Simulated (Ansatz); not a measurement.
# Mo: energy change per atom and pressure against volume scale

Plane-wave DFT, scalar-relativistic PAW made under PBE with cores redone for the functional, no dispersion; the given relaxed cell is scaled uniformly, energy at zero smearing counts from the unscaled cell, pressure at the given Fermi-Dirac smearing is positive in compression. The results are calculated, by Ansatz 0.2.0.

The cell before it is scaled or strained (space group Fd-3m, No. 227):
```
Mo
1.0
      0.0000     2.7849     2.7849
      2.7849     0.0000     2.7849
      2.7849     2.7849     0.0000
Mo
2
Direct
  0.12500 0.12500 0.12500
  0.87500 0.87500 0.87500
```

Settings of every row: spin polarised no; functional LDA; wave cutoff 420 eV; smearing width 0.1 eV; k mesh 11x11x11.

Atom starting moment: 0 on all atoms.

Limits: some atoms lie unusually close (a squeezed, shaken or made-up cell).

```
row  volume scale  V (Å³/atom)  energy change per atom (meV)  pressure (GPa)
  1          0.88       19.007                         147.1           20.66
  2          0.92       19.871                         59.61           12.31
  3          0.96       20.735                             ?               ?
  4          1.04       22.463                         13.69           -4.47
  5          1.08       23.327                         49.23           -8.14
  6          1.12       24.191                        102.67          -11.15
```

Question: what energy change per atom and pressure should row 3 give?

Worked fit of energy change per atom. Take u = (V_r/V)^(2/3) − 1 with V_r = 22.463 Å³ an atom, which is twice the finite (Eulerian) strain; such expansions in the strain, on which the Birch-Murnaghan equation of state is built, carry the rest volume and the bulk modulus. The shown rows have u = 0.11781, 0.08517, 0, -0.02485, -0.04821. Least squares give energy change per atom = 13.5 − 986.212 × u + 17982.71 × u² meV; a straight line predicts inner rows, each left out in turn, worse (root mean square 51 against 0.47 meV). The rows lie off it by 0.20, -0.34, 0.19, 0.12, -0.17 (root mean square 0.22 meV). Its lowest point lies at u = 0.0274, or V = 21.57 Å³ an atom, and the curvature there gives the bulk modulus at fixed shape and fractions, B = (4/9)(1 + u)² E″(u)/V = 125 GPa. The withheld row has u = 0.05481, so the fit gives 13.5 − 986.212 × (0.05481) + 17982.71 × (0.05481)² = 13.47 meV.

The calculation gave 13.17 meV. The fit lies 0.30 meV (2.3 % of the value, 0.22 % of the column's range) above it; its largest miss of a shown row is 0.34 meV.

Worked fit of pressure. Take u = (V_r/V)^(2/3) − 1 with V_r = 22.463 Å³ an atom, which is twice the finite (Eulerian) strain; such expansions in the strain, on which the Birch-Murnaghan equation of state is built, carry the rest volume and the bulk modulus. The shown rows have u = 0.11781, 0.08517, 0, -0.02485, -0.04821. Least squares give pressure = −4.504 + 159.152 × u + 459.09 × u² GPa; a straight line predicts inner rows, each left out in turn, worse (root mean square 1.3 against 0.098 GPa). The rows lie off it by 0.04, -0.07, 0.03, 0.04, -0.04 (root mean square 0.046 GPa). The pressure vanishes at u = 0.0263, or V = 21.6 Å³ an atom, and there the bulk modulus at fixed shape and fractions is B = −V dP/dV = (2/3)(1 + u) dP/du = 125 GPa. The withheld row has u = 0.05481, so the fit gives −4.504 + 159.152 × (0.05481) + 459.09 × (0.05481)² = 5.60 GPa.

The calculation gave 5.53 GPa. The fit lies 0.07 GPa (1.3 % of the value, 0.22 % of the column's range) above it; its largest miss of a shown row is 0.07 GPa.
